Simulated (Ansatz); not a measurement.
TiRe: the change of pressure with volume scale

Periodic Kohn-Sham DFT of a crystal at fixed atoms, scaled to volume_scale times the given cell; pressure positive in compression, energy less spherical unpolarised free atoms, largest_vzz the field gradient of largest size among the nuclei. The results are calculated, by Ansatz 0.2.0.

The cell before it is scaled or strained (space group Pm-3m, No. 221):
```
cell vectors (Å)
   3.1180     0.0000     0.0000
   0.0000     3.1180     0.0000
   0.0000     0.0000     3.1180
atoms (fractions of the cell vectors)
Ti  0.50000  0.50000  0.50000
Re  0.00000  0.00000  0.00000
```

Settings of every row: method all-electron PAW; functional PBEsol; relativity scalar; k mesh 13x13x13; filling fermi-dirac; smearing width 0.05 eV; nucleus gaussian.

Atom start moment: 0 on all atoms.

Limits: no spin-orbit coupling on heavy atoms.

```csv
row,volume scale,V (Å³/atom),pressure (GPa)
1,0.94,14.247,7.233
2,0.96,14.55,1.69
3,0.98,14.853,-3.286
4,0.99,15.005,-5.579
5,1,15.156,-7.752
6,1.01,15.308,-9.812
7,1.02,15.46,?
8,1.04,15.763,-15.375
9,1.06,16.066,-18.619
```

Question: what pressure should row 7 give?

Worked fit of pressure. Take u = (V_r/V)^(2/3) − 1 with V_r = 15.081 Å³ an atom, which is twice the finite (Eulerian) strain; such expansions in the strain, on which the Birch-Murnaghan equation of state is built, carry the rest volume and the bulk modulus. The shown rows have u = 0.03865, 0.02418, 0.01021, 0.00337, -0.0033, -0.00991, -0.02906, -0.0413. Least squares give pressure = −6.687 + 324.193 × u + 894.03 × u² + 953 × u³ GPa; a parabola predicts inner rows, each left out in turn, worse (root mean square 0.015 against 0.0048 GPa). The rows lie off it by -0.001, 0.002, -0.003, 0.005, -0.005, 0.001, 0.001, -0.001 (root mean square 0.0029 GPa). The pressure vanishes at u = 0.0196, or V = 14.65 Å³ an atom, and there the bulk modulus at fixed shape and fractions is B = −V dP/dV = (2/3)(1 + u) dP/du = 245 GPa. The withheld row has u = -0.01641, so the fit gives −6.687 + 324.193 × (-0.01641) + 894.03 × (-0.01641)² + 953 × (-0.01641)³ = -11.770 GPa.

The calculation gave -11.765 GPa. The fit lies 0.005 GPa (0.019 % of the column's range) below it; its largest miss of a shown row is 0.005 GPa.
